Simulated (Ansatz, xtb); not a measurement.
Group exchange: CH7NSi + SiH3(OH) → CH9NSi2 + H2O

Species: CH7NSi `CN[SiH3]`, singlet; SiH3(OH) (silanol), singlet; CH9NSi2 `CN([SiH3])[SiH3]`, singlet; H2O `O`, singlet. The partners trade H for SiH3: N–H and O–SiH3 bonds give way to N–SiH3 and O–H.

Shapes, held fixed at every level: PBE0-D4/def2-TZVP. Programs: Ansatz 0.2.0, xtb 6.7.1. The zero-point and thermal change to 298 K, harmonic and unscaled (PBE0-D4/def2-TZVP), is -1.1 kJ/mol.

Task: Estimate ΔH(298 K) of this reaction.

Result: The highest level, CCSD(T)/CBS estimate, gives ΔH(298 K) = +25.4 kJ/mol; the levels span +24.6 to +187.5. GFN1-xTB strays far from the other rows. The column of differences is taken from that level and isn't an error. No measured value is set beside it here. The CBS estimate extrapolates MP2 from def2-TZVPP and def2-QZVPP and adds CCSD(T) − MP2 in the triple-zeta set, cores frozen.

| level | kind | ΔH(298 K) (kJ/mol) | less CCSD(T)/CBS estimate |
| --- | --- | --- | --- |
| GFN1-xTB | semi-empirical | +187.5 | +162.1 |
| HF/def2-TZVPP | Hartree–Fock | +48.4 | +23.0 |
| SPW92/def2-TZVPP | LDA | +27.0 | +1.6 |
| wB97M-V/def2-TZVPP | range-separated hybrid | +30.2 | +4.8 |
| MP2/def2-SVP | perturbation theory | +25.0 | -0.4 |
| CCSD(T)/def2-SVP | coupled cluster or CI | +24.6 | -0.8 |
| CCSD/def2-SVP | coupled cluster or CI | +26.9 | +1.5 |
| CCSD(T)/CBS estimate | coupled cluster or CI | +25.4 | 0.0 |

Exchanging H for SiH3 between the amine and silanol is endothermic at every level, with the CCSD(T)/CBS estimate at +25.4 kJ/mol. The main reason is the strength of the Si–O bond: oxygen is more electronegative than nitrogen, so its bond to electropositive silicon is more polar and gains more from electrostatic attraction. Forming O–H at the expense of N–H favours the products, but doesn't make up for replacing Si–O with Si–N. Read in reverse, the result fits the familiar tendency of silazanes to hydrolyse to silanols and amines.

Hartree–Fock gets the direction right but exaggerates the cost, probably because it misses correlation that favours the more heavily silylated amine. Triples matter little: in the same small basis, they lower the value only from +26.9 to +24.6 kJ/mol. GFN1-xTB supports the sign but not the size of the preference. The enthalpy belongs to isolated molecules, and hydrogen bonding to the released water or the silanol could shift the balance in solution.
